## The decision: will one bulk modulus do?

Someone who models CsCl-type AlCu must decide whether a single stiffness is enough to convert a change of volume into a pressure and an energy. For a change of 2 or 3 per cent it is, if an error of several per cent in the pressure can be borne. For a change of 20 per cent it is badly wrong. The approximation that fails is the harmonic one, which treats the crystal as a spring of constant stiffness.

Ansatz 0.2.0, PBEsol density functional theory with plane waves and PAW, no spin polarisation, for cubic AlCu (Pm-3m) at fixed cells and atoms. The wave cutoff is 420 eV, the k mesh 14×14×14 and the Gaussian smearing 0.1 eV wide. Energies are extrapolated to zero smearing and counted from the elements' standard crystals in the same functional; pressure is positive in compression.

| volume (Å³/atom) | shortest distance (Å) | energy over elements (eV/atom) | pressure (GPa) |
| --- | --- | --- | --- |
| 11.976 | 2.496 | -0.123 | 11.490 |
| 12.126 | 2.507 | -0.132 | 9.320 |
| 12.572 | 2.537 | -0.150 | 3.650 |
| 12.813 | 2.553 | -0.154 | 1.030 |
| 13.056 | 2.569 | -0.153 | -1.360 |
| 13.245 | 2.582 | -0.151 | -3.050 |
| 13.972 | 2.628 | -0.124 | -8.400 |
| 14.066 | 2.634 | -0.119 | -8.970 |
| 14.648 | 2.670 | -0.081 | -11.990 |
| 14.883 | 2.684 | -0.062 | -12.990 |
| 15.308 | 2.709 | -0.025 | -14.520 |
| 15.511 | 2.721 | -0.007 | -15.140 |

Positive pressure means that the cell is squeezed, negative pressure that it is held in tension. The energy over elements compares the alloy with its elements in their standard, unstretched crystals.

## What a spring would do

Picture the crystal as a block that resists squeezing and stretching equally. Each added cubic ångström then lowers the pressure by the same amount. The energy rises as a parabola around the volume at which the pressure is zero.

With $V$ the volume per atom, $V_0$ its value at zero pressure and $a$ the constant drop of pressure per added volume, the spring reads

$$P = -a\,(V - V_0), \qquad E - E_0 = \tfrac{1}{2}\,a\,(V - V_0)^2 .$$

The second formula is the work done against the pressure in the first. The straight line is drawn through the two rows on either side of zero pressure, 12.813 and 13.056 Å³/atom. It gives $V_0 = 12.92$ Å³/atom and $a = 9.835$ GPa per Å³/atom. The other ten rows test it.

## The largest volume, worked through

At 15.511 Å³/atom the cell is stretched by $15.511 - 12.92 = 2.59$ Å³/atom. The spring predicts a tension of $9.835 \times 2.59 = 25.5$ GPa, while the calculation gives 15.1 GPa. The spring's tension is thus 68 per cent above the computed one.

The energy inherits the fault. Half of $9.835 \times 2.59^2$ is 33.0 GPa Å³, or 0.206 eV per atom, since 1 eV/Å³ is about 160 GPa. The computed rise, counted from the lowest row, which lies almost at $V_0$, is only 0.147 eV per atom. The spring would put the stretched alloy about 0.05 eV per atom above its elements, whereas the calculation leaves it just below them.

## How to recognise the failure

A poor fit on one side could simply mean a badly chosen stiffness. In that case the misses would change sign at $V_0$: a spring that is too stiff gives too much tension on one side and too much pressure on the other. The table shows a different pattern.

Compare two rows at similar distances from $V_0$, one squeezed and one stretched. At 11.976 Å³/atom the computed pressure lies 2.2 GPa above the spring line, and at 13.972 Å³/atom it lies 2.0 GPa above it. Equal signs on both sides reveal a curved pressure, that is, a term in $(V-V_0)^2$ which no choice of $a$ can supply. The spring therefore makes squeezing too cheap and stretching too dear.

This also gives a rule for the size of the error. If the omitted term is quadratic, the relative error should grow roughly in proportion to the volume change, as long as that change is small. In the ten test rows the spring's percentage error, relative to the computed pressure, is between two and three and a half times the percentage change of volume. The factor is highest at the largest stretch, because the error is there divided by a computed tension that is itself far below the spring's.

## Is it the spring or the calculation?

The calculation gives the pressure of each cell as the derivative of its energy with volume, so the pressures added up across the rows must reproduce the energies if the runs are consistent. Adding up the work done by the computed pressures from the smallest to the largest volume gives a rise of 0.114 eV per atom. The energies themselves rise by 0.116 eV per atom. A small shortfall is expected, mainly because straight segments between the rows lie slightly above a curve that bends this way. A smaller part comes from the smearing: the pressure belongs to the smeared free energy, which rises by 0.1156 eV per atom, while the energy at zero smearing rises by 0.1161. The spring's excess of about 0.06 eV per atom is far larger than this difference, so the fault lies in the spring.

This agreement shows that the computed pressures and energies belong together. It does not test the density functional, on which both depend.

Nor does the fault come only from using volume as the variable. If the spring is attached to the shortest Al–Cu distance instead, its stiffness still falls by a factor of 2.7 between the first and last pairs of rows. Against volume the factor is 4.7. A change of variable removes part of the curvature and leaves the rest. The printed analysis after this text lists the spring's result for each row.

## Why the crystal softens when stretched

The table shows the softening; the reason comes from the standard physics of metallic bonding. Two tendencies balance at $V_0$. The electrons gain energy from the attraction of the ion cores, which favours a small cell. Confining them in less space raises their kinetic energy, and the filled shells of neighbouring atoms resist overlap, which favours a large one.

The resistance has the shorter reach. In a simple electron gas the kinetic energy falls as the inverse square of the atomic spacing, while the electrostatic attraction weakens only as its inverse. Overlap of filled shells fades faster still. Squeezing therefore brings up a steep wall, and stretching leaves the atoms on a slope that becomes gentler.

Stiffness measures how quickly the net force changes with volume. As the wall recedes, its contribution to the stiffness is expected to fade first. The bulk modulus, which is the stiffness multiplied by the volume, falls from 174 GPa between the two smallest cells to 47 GPa between the two largest. The electron-gas powers give the direction of this change, but on their own they would be expected to soften the crystal clearly less. The size points to a steeper wall, such as overlap with the ion cores, though the table does not separate the contributions. A spring keeps the value of $a$ found at $V_0$ and so misses both the wall and the gentle slope.

## Where the stretched rows stop being practical

A spring can pull harder without limit, but a crystal has a greatest tension, beyond which further stretching meets less resistance. The table has not reached that point, since the tension is still growing at the last row. Its 15 GPa belongs to a perfect crystal whose atoms are held in a uniform cubic arrangement. Nor does the table test whether this structure is stable: at low temperature, AlCu of this composition is known in a monoclinic form instead.

## The same crystal under shear

A neighbouring series could shear the cube by tilting one pair of faces to the left or to the right. The two tilts are mirror images, so they must cost the same energy, and the lopsided term that spoils the volume spring vanishes by symmetry. A constant stiffness for this shear would then fail first through an energy term that is the same for both directions. Lengthening one cube edge while shortening the other two has no such symmetry, so the lopsided term can survive there. Squeezing and stretching have no such mirror: one pushes atoms into the wall, the other takes them away from it.

Output of the analysis:

```
volume at zero pressure, interpolated (Å³/atom): 12.92
pressure drop per added volume at the minimum (GPa per Å³/atom): 9.835
bulk modulus at the minimum (GPa): 127.1
spring line against calculation:
     row  volume change (%)  spring pressure (GPa)  computed less spring pressure (GPa)  computed energy rise from row 12.813 (eV/atom)  spring energy rise from row 12.813 (eV/atom)  pressure drop per added volume since previous row (GPa per Å³/atom)
  11.976              -7.29                  9.262                                2.228                                           0.031                                       0.02688                                                                  n/a
  12.126             -6.129                  7.787                                1.533                                           0.022                                        0.0189                                                                14.47
  12.572             -2.676                    3.4                               0.2497                                           0.004                                      0.003332                                                                12.71
  12.813            -0.8107                   1.03                            4.219e-15                                               0                                             0                                                                10.87
  13.056               1.07                  -1.36                            4.219e-15                                           0.001                                     0.0002503                                                                9.835
  13.245              2.534                 -3.219                               0.1689                                           0.003                                      0.002951                                                                8.942
  13.972              8.161                 -10.37                                1.969                                            0.03                                       0.03378                                                                7.359
  14.066              8.889                 -11.29                                2.324                                           0.035                                       0.04013                                                                6.064
  14.648              13.39                 -17.02                                5.028                                           0.073                                       0.09156                                                                5.189
  14.883              15.21                 -19.33                                6.339                                           0.092                                        0.1182                                                                4.255
  15.308               18.5                 -23.51                                8.989                                           0.129                                         0.175                                                                  3.6
  15.511              20.08                 -25.51                                10.37                                           0.147                                        0.2061                                                                3.054
spring pressure relative to computed, smallest volume (%): -19.39
spring tension relative to computed, row 13.972 (%): 23.44
spring tension relative to computed, largest volume (%): 68.47
spring energy rise relative to computed, largest volume (%): 40.19
energy over elements by the spring, largest volume (eV/atom): 0.05208
bulk modulus between the first two rows (GPa): 174.3
bulk modulus between the last two rows (GPa): 47.06
pressure drop per added volume, first pair over last pair (ratio): 4.737
work summed from pressures, first to last row (eV/atom): 0.1143
energy change in the table, first to last row (eV/atom): 0.116
stiffness against shortest distance, first pair (eV/Å² per atom): 18.11
stiffness against shortest distance, last pair (eV/Å² per atom): 6.687
stiffness against shortest distance, first pair over last pair (ratio): 2.708
```
